**Q:** I want to know how hard it is to pull the atoms of Sc3NbO2, a metal-rich oxide, farther apart on average. I have the density functional results for seven volumes, but not for the largest one.

Sc3NbO2 (P-3m1) in Ansatz 0.2.0: scalar-relativistic PBE without spin polarisation, PAW, plane waves to 420 eV, 12x12x4 k mesh, Gaussian smearing of 0.1 eV. Cell shape and atoms are relaxed at each volume. Energies are corrected to zero smearing and count from the minimum of the Birch-Murnaghan fit; positive pressure means compression.

```
volume (Å³/atom)  energy over minimum (meV/atom)  pressure (GPa)  band gap on mesh (eV)
           12.74                          107.10          21.920                  0.000
           13.17                           57.10          15.160                  0.000
           13.61                           24.00           9.340                  0.000
           14.04                            5.70           4.330                  0.000
           14.47                            0.00           0.010                  0.000
           14.91                            5.10          -3.690                  0.000
           15.34                           19.60          -6.860                  0.000
           15.92                               ?               ?                      ?
```

Can you tell me the missing energy, pressure and gap before we look?

**A:** Yes, provided that the crystal stays in the same structure as it is stretched. The known energies form a smooth valley, with its bottom near 14.47 Å³/atom. The task is to continue the wall on the stretched side. The slope of that wall then gives the pressure.

**Q:** Near the bottom, a crystal behaves like a spring. Why not just continue the parabola?

**A:** Because this spring softens as it is pulled. Squeezing the cell to 13.61 Å³/atom costs 24.0 meV/atom, whereas stretching it to 15.34 costs only 19.6, although the two volume changes are almost equal. A parabola in volume would make the two costs nearly the same.

The pressure column shows the same softening. Stiffness here means the pressure change for a given fractional change of volume. It averages about 204 GPa between the two smallest volumes and only 112 GPa between 14.91 and 15.34.

**Q:** What makes a crystal softer when it is pulled?

**A:** At the equilibrium volume, attraction and repulsion balance. The attraction comes from bonding and from the pull of the ions on the electrons. The repulsion comes from electron clouds that are forced to overlap, which raises their kinetic energy because of the Pauli principle.

Repulsion depends more steeply on distance than attraction does. When the crystal is squeezed, repulsion grows quickly and the wall of the valley steepens. When it is stretched, repulsion fades quickly, and with it goes much of the curvature that made the crystal stiff. This is the general theory of cohesion; the table shows the softening but doesn't divide the energy into these parts.

**Q:** Can that be put into a formula simple enough to use by hand?

**A:** It can, if we replace volume by a better measure of deformation, the Eulerian strain

$$f=\frac{1}{2}\left[\left(\frac{V_0}{V}\right)^{2/3}-1\right].$$

Here $V$ is the volume per atom and $V_0$ its value at the minimum. The simplest energy with a minimum at $f=0$ is proportional to $f^2$. Written out,

$$f^2=\frac{1}{4}\left[\left(\frac{V_0}{V}\right)^{4/3}-2\left(\frac{V_0}{V}\right)^{2/3}+1\right].$$

The first term is positive and steep, while the second is negative and gentler. They behave like a repulsion and an attraction, though they shouldn't be read as the actual parts of the energy. The softening is thus already contained in the square, without an extra constant to describe it.

**Q:** Then work out the energy at 15.92 for me.

**A:** A fit to the known energies puts the minimum at $V_0=14.474$ Å³/atom, so the volume ratio is $14.474/15.92=0.909$. Its two-thirds power is 0.9385, so $f=(0.9385-1)/2=-0.0308$. The same steps for 15.34 give $f=-0.0190$.

The energy grows as the square of the strain, and the squared strain at 15.92 is 2.62 times that at 15.34. The known 19.6 meV/atom therefore becomes $19.6\times2.62\approx51$ meV/atom.

For the forecast itself I use the third-order Birch-Murnaghan form, which adds a term in $f^3$. I fitted it to the seven known energies alone, so 15.34 was part of the fit and 15.92 was not. The added term turns out to be indistinguishable from zero, which is why the hand estimate should serve here. Leaving it out amounts to assuming that, near equilibrium, the bulk modulus rises by 4 GPa for each GPa of pressure. A crystal with a clearly different value would need the extra term.

**Q:** What are your forecasts, and how far do you trust them?

**A:** They are these:

- **Energy:** 51 meV/atom, give or take 1.5. This is below the 57.10 of the cell squeezed to 13.17, although the volume change is larger.
- **Pressure:** −10.5 GPa, give or take 0.5. The tension is larger than at 15.34 but grows more slowly per unit volume.
- **Gap:** zero on the mesh.

The energy range allows for rounded volumes, for the step beyond the known rows and for a modest extra relaxation of the cell's shape. A jump to another structure would break the forecast. The gap forecast rests on a simpler argument: all seven known cells have no gap, and a stretch of about 3% in average length is unlikely to separate bands that overlap.

**Q:** Let us look.

The withheld rows as computed:

```
volume (Å³/atom)  energy over minimum (meV/atom)  pressure (GPa)  band gap on mesh (eV)
           15.92                           51.20         -10.380                  0.000
```

**A:** All three forecasts hold. The computed energy is 51.2 meV/atom, and the fitted curve agrees with it to within 0.1. Rounding of the printed volume alone could shift the forecast by about 0.3, so the closeness of the hit shouldn't be taken as a measure of the model's accuracy. The printed output after this exchange gives the fits in full.

An equally stiff parabola in volume would have given 60 meV/atom, about 9 too high. That excess is what softening takes off the cost of this stretch.

**Q:** The pressure is slightly off, though.

**A:** It is. The computed value is −10.38 GPa, so I forecast a tension about 0.1 GPa too strong, or 1% of the value. The step beyond the known rows is hardly to blame, because a fit to all eight unrounded energies still gives −10.48 GPa.

Part of the miss probably comes from the smearing, which spreads the electrons over levels near the Fermi energy. The energies in the table are corrected to zero smearing, whereas the pressure is expected to follow the free energy with the smearing included. Near equilibrium the correction grows with volume. If it keeps growing, the corrected curve is slightly steeper on the stretched side, and its slope gives a stronger tension. The fitted form may add the rest, since the slope of a fitted curve is least certain at its ends. With or without the smearing correction, the energy curve is almost the same, so the pressure is hardly a separate confirmation of the physics.

**Q:** Does a negative pressure mean that the crystal is about to come apart?

**A:** No. It means that the cell is held larger than it wants to be, and that it pulls inward. The crystal still resists further stretching, since the tension continues to rise up to 15.92. Whether it would rather distort or break into other compounds is a different matter, because each cell was relaxed only within its starting symmetry and no competing phase is in the table. This form of Sc3NbO2 was itself built on the computer, by putting its elements into the structure type of Li3YBi2, so nothing here shows that it can be made.

**Q:** And the gap stayed at zero. Is the electronic side of the question settled too?

**A:** Not fully. The missing gap itself looks safe near equilibrium, where the bands overlap by about 0.8 eV in PBE. A finer mesh can't undo an overlap that is already there, although PBE may exaggerate its size. The larger doubt is magnetism, because the calculation did not allow any magnetic moments. Pulling atoms apart generally narrows the d bands of a transition metal, and narrow bands favour magnetism. If moments appeared in the stretched cells, they would lower the energy there and make the wall of the valley still gentler. Whether Sc3NbO2 does this within the present range of volumes is open; spin-polarised calculations at the same volumes, started from several arrangements of moments, would put it to the test.

Numerical output:

```
fit of energy_over_minimum on 7 rows: coefficient of (((s/volume)**(2/3)-1)/2)**2 54235 +/- 226, coefficient of (((s/volume)**(2/3)-1)/2)**3 1053 +/- 5521, s 14.47; rms 0.11, worst 13.17 0.192, leave-one-out rms 0.496
  rows outside the fit (model, value, miss): 15.92 51.24, 51.2, 0.0388
fit of energy_over_minimum on 7 rows: coefficient of (((s/volume)**(2/3)-1)/2)**2 54276 +/- 56, s 14.47; rms 0.11, worst 13.17 0.199, leave-one-out rms 0.173
  rows outside the fit (model, value, miss): 15.92 51.31, 51.2, 0.109
bulk modulus from the seven known energies (GPa): 133.4
pressure derivative of the bulk modulus from the same fit: 4.019
energy at 13.61 over energy at 15.34 (ratio): 1.224
mean stiffness -V dP/dV between 12.74 and 13.17 (GPa): 203.7
mean stiffness -V dP/dV between 14.91 and 15.34 (GPa): 111.5
Eulerian strain at 15.34: -0.01899
Eulerian strain at 15.92: -0.03075
squared strain at 15.92 over squared strain at 15.34 (ratio): 2.621
hand forecast by scaling the energy at 15.34 (meV/atom): 51.37
forecast of the equally stiff parabola in volume at 15.92 (meV/atom): 60.11
parabola less third-order forecast at 15.92 (meV/atom): 8.871
energy uncertainty at 15.92 from volume rounding of 0.005 (meV/atom): 0.3274
forecast pressure at 15.92 (GPa): -10.49
computed pressure at 15.92 (GPa): -10.38
pressure forecast less computed value at 15.92 (GPa): -0.1104
computed gap on mesh at 15.92 (eV): 0
```
